Can the empty bands of an oxide, computed with a cheap density functional, be put right by lifting them all by the error of the band gap? The idea is attractive because the gap is the most visible fault of such a calculation, and one costly calculation at the band edge would then correct the whole band structure. It assumes that the cheap functional misplaces every empty state by the same energy. For ZrSn₃O₈, PBE and the hybrid functional HSE06 can be compared level by level, matched by their order in energy, on the same atomic positions, so the differences between them are electronic and owe nothing to relaxation.

Band levels of ZrSn₃O₈ (rutile-type model, space group Cmmm, 12 atoms in the cell), computed with Ansatz 0.2.0 using PBE (cheaper level, 6×6×4 k mesh) and HSE06 (costlier level, 4×4×2 k mesh), each counted from its own valence top. Both levels use plane-wave PAW with a 420 eV cutoff, no spin polarisation and the same r2SCAN-relaxed structure.

| point name | band v2, cheaper level (eV) | band v1, cheaper level (eV) | band c1, cheaper level (eV) | band c2, cheaper level (eV) | band v2, costlier level (eV) | band v1, costlier level (eV) | band c1, costlier level (eV) | band c2, costlier level (eV) |
| --- | --- | --- | --- | --- | --- | --- | --- | --- |
| Gamma | -0.690 | 0.000 | 2.088 | 3.516 | -0.637 | 0.000 | 3.781 | 5.319 |
| Y | -0.777 | -0.677 | 3.052 | 4.028 | -0.892 | -0.703 | 4.865 | 5.881 |
| C_0 | -0.777 | -0.677 | 3.052 | 4.028 | -0.892 | -0.703 | 4.865 | 5.881 |
| Sigma_0 | -0.777 | -0.677 | 3.052 | 4.028 | -0.892 | -0.703 | 4.865 | 5.881 |
| Z | -0.526 | -0.448 | 3.670 | 3.876 | -0.544 | -0.498 | 5.449 | 5.710 |
| A_0 | -0.765 | -0.704 | 4.013 | 4.750 | -0.679 | -0.622 | 5.865 | 6.577 |
| E_0 | -0.765 | -0.704 | 4.013 | 4.750 | -0.679 | -0.622 | 5.865 | 6.577 |
| T | -0.765 | -0.704 | 4.012 | 4.750 | -0.679 | -0.622 | 5.864 | 6.577 |
| S | -0.679 | -0.584 | 3.699 | 4.432 | -0.628 | -0.577 | 5.511 | 6.273 |

Bands v1 and v2 are the highest and second-highest filled bands, c1 and c2 the lowest and second-lowest empty ones. Energies are counted from the highest filled level, which lies at Gamma at both levels of theory. C_0 and Sigma_0 practically coincide with Y, and A_0 and E_0 with T, so there are five independent points.

**The gap**

The most visible failure is in the row Gamma. PBE places the lowest empty level 2.09 eV above the filled ones, HSE06 places it at 3.78 eV, and PBE thus gives only 55 % of the hybrid gap. As photon energies, the first value lies in the visible and the second in the near ultraviolet. The gap alone doesn't settle the colour, because the transition across it can be forbidden by symmetry, as it is in the related oxide SnO₂. HSE06 is the reference here, not a measurement, and it has errors of its own. The crystal itself is a model built on the rutile structure, and its stability was not tested.

The cause is well understood in general terms. In PBE an electron is partly repelled by its own charge, because the approximate exchange energy doesn't fully cancel this false repulsion. The error is greatest for compact filled states, such as the oxygen 2p states expected at the valence top of this oxide, and it pushes them up towards the empty ones. In addition, the PBE potential lacks the jump that the exact potential makes when an electron is added across a gap, and this too leaves the gap between its band energies too small.

HSE06 replaces part of the PBE exchange by exact exchange at short range. This removes some of the self-repulsion from filled states, so they fall. An empty state holds no electron whose self-repulsion could be removed. It loses part of the PBE exchange attraction and is expected to regain less from exact exchange, which acts through overlap with the filled states, so it rises. The raw band edges agree with this picture: from PBE to HSE06 the valence top falls by 1.26 eV and the conduction bottom rises by 0.43 eV. About three quarters of the opening would then come from the filled side, provided that both calculations share the same zero of potential, which has not been established.

**Why one shift is not enough**

The gap error would be easy to repair if it were the same for all empty states. The row T shows that it is not. There the lowest empty level rises by 1.85 eV from PBE to HSE06, against 1.69 eV at Gamma. A shift taken from the gap therefore leaves this level 0.16 eV too low.

The sign of the error is what gives the failure away. Every other listed empty level, in either band and at every point, also rises by more than the band minimum does. The shortfall runs from 0.09 to 0.16 eV. Scatter would put some levels too high and others too low; errors that all point the same way mean that the level used to set the shift is not typical of the rest.

Theory gives a reason to expect a difference of this direction. The PBE potential has one value at each place in the crystal and acts alike on every state there. Exact exchange instead depends on how a state overlaps with the filled states. In a uniform electron gas, the simplest model of a metal, the exchange attraction weakens steadily as an electron's wave becomes shorter, so that states higher in a band are lowered less and the band widens. The climb of the lowest empty level from Gamma to T does grow here, from 1.92 to 2.08 eV. The gas is only a loose guide, however. This level is lower at Y than at S or Z, although Y lies further from Gamma, so it doesn't trace one simple rising band. The filled levels at T also move towards the valence top, the opposite of a widening.

The special place of the minimum may also reflect its chemical character. In the related oxide SnO₂ the conduction minimum is mainly a spread-out tin 5s state, and the same is plausible here. States away from Gamma could contain more oxygen or zirconium character and so respond differently. This remains a guess, because the make-up of the states was not analysed.

**Stretch or exception?**

These two pictures lead to two simple corrections. If the empty bands widen evenly, the distance of each level from the band minimum grows by a fixed fraction $s$:

$$E_\mathrm{HSE}=G_\mathrm{HSE}+(1+s)\,(E_\mathrm{PBE}-G_\mathrm{PBE}),$$

where $E$ is the energy of an empty level and $G$ the gap. If instead only the minimum is exceptional, all the other empty levels share one larger shift $\Delta$:

$$E_\mathrm{HSE}=E_\mathrm{PBE}+\Delta .$$

Both constants were set on the lowest empty band at Y, Z, T and S, which gives $s=0.077$ and $\Delta=1.814$ eV. The second empty band, which played no part in setting them, serves as the test.

At T, PBE puts the second empty level at 4.750 eV. The three corrections then give:

- gap error alone: $4.750+1.693=6.443$ eV
- even stretch: $3.781+1.077\times(4.750-2.088)=6.648$ eV
- common larger shift: $4.750+1.814=6.564$ eV

HSE06 gives 6.577 eV. The gap error alone falls 0.13 eV short, the stretch overshoots by 0.07 eV, and the common shift is almost exact.

Over all five points the gap error alone misses the second empty band by 0.14 eV (root mean square). The stretch reduces this to 0.035 eV and the common shift to 0.024 eV, as the output below shows. Either correction is thus a clear improvement, but the order of the two rests on T: at Gamma, Y and Z the stretch comes closer. This test alone therefore doesn't decide between the two pictures.

The table nonetheless leans against an even stretch, without ruling it out. The lowest empty level at Y and the second at T lie 1.7 eV apart in PBE, so the stretch would make their rises differ by 0.13 eV, yet the rises are 1.813 and 1.827 eV. A second sign lies within the lowest empty band itself. Between Gamma and Y the climb grows by 12 %, between Gamma and Z by only 5 %. A single fraction $s$ is therefore an average over unlike directions and not a property of the band.

At the points listed for this crystal, the gap should come from the band minimum and the shift of the other empty levels from one of those levels. Such a jump in the shift can't hold close to Gamma, because the lowest empty band is continuous and its rise must change without a break away from the minimum, though it may change quickly where bands of unlike character meet. Apart from the minimum, all listed empty levels rise by between 1.78 and 1.85 eV. The rise of any one of them would therefore have predicted the others to within about 0.07 eV. A second empty level from the costlier method is what reveals the failure; the gap alone can't.

**The filled bands**

Moving the empty bands, by whatever rule, leaves the filled ones as PBE drew them. The rows Y and T show what this misses. In PBE the top filled level at T lies 0.03 eV below that at Y; in HSE06 it lies 0.08 eV above it. The order of the two points has changed, and no correction of the empty bands can reproduce that.

The movement of the filled levels also alters the energy needed to lift an electron straight up at a given point. At T the lowest empty level rises more than at any other point, yet the vertical gap grows by only 1.77 eV, because the filled level beneath it has moved up as well. At Y the filled level moves down and the vertical gap grows by 1.84 eV. These vertical gaps don't depend on where the zero of energy is placed, so the uneven correction is not a product of aligning the valence tops.

The small changes need more caution than the gap error. The valence changes amount to about a tenth of an electronvolt at most, the shortfalls of the rigid shift are only somewhat larger, and the two calculations used different k meshes whose convergence was not tested. The exchange of order between Y and T is what the calculations gave, but a cause for each small movement can't be read from it. The gap error is more than ten times as large and isn't in doubt on this account.

Numerical output:

```
Change from PBE to HSE06 in eV:
      row     c1     c2      v1      v2  vertical gap
    Gamma  1.693  1.803       0   0.053         1.693
        Y  1.813  1.853  -0.026  -0.115         1.839
      C_0  1.813  1.853  -0.026  -0.115         1.839
  Sigma_0  1.813  1.853  -0.026  -0.115         1.839
        Z  1.779  1.834   -0.05  -0.018         1.829
      A_0  1.852  1.827   0.082   0.086          1.77
      E_0  1.852  1.827   0.082   0.086          1.77
        T  1.852  1.827   0.082   0.086          1.77
        S  1.812  1.841   0.007   0.051         1.805
Rise of the gap from PBE to HSE06 (eV): 1.693
PBE gap as a share of the HSE06 gap (%): 55.22
Rigid shift, smallest shortfall for c1 away from Gamma (eV): 0.086
Rigid shift, largest shortfall for c1 away from Gamma (eV): 0.159
Rigid shift, smallest shortfall for c2 (eV): 0.11
Rigid shift, largest shortfall for c2 (eV): 0.16
Climb of c1 from Gamma to T in PBE (eV): 1.924
Climb of c1 from Gamma to T in HSE06 (eV): 2.083
Uniform stretch fitted to c1 (%): 7.702
Stretch of c1 from Gamma to Y alone (%): 12.45
Stretch of c1 from Gamma to Z alone (%): 5.436
Mean rise of c1 away from Gamma (eV): 1.814
Rms miss for c2, rigid shift by the gap error (eV): 0.1396
Rms miss for c2, shift plus stretch from c1 (eV): 0.03529
Rms miss for c2, constant shift from c1 away from Gamma (eV): 0.02425
Largest miss for c2, shift plus stretch (eV): 0.07103
Largest miss for c2, constant shift from c1 away from Gamma (eV): 0.039
Top filled level at T less that at Y, PBE (eV): -0.027
Top filled level at T less that at Y, HSE06 (eV): 0.081
Raw move of the valence top (eV): -1.259
Raw move of the conduction bottom (eV): 0.4335
Share of the gap opening from the valence top (%): 74.39
```
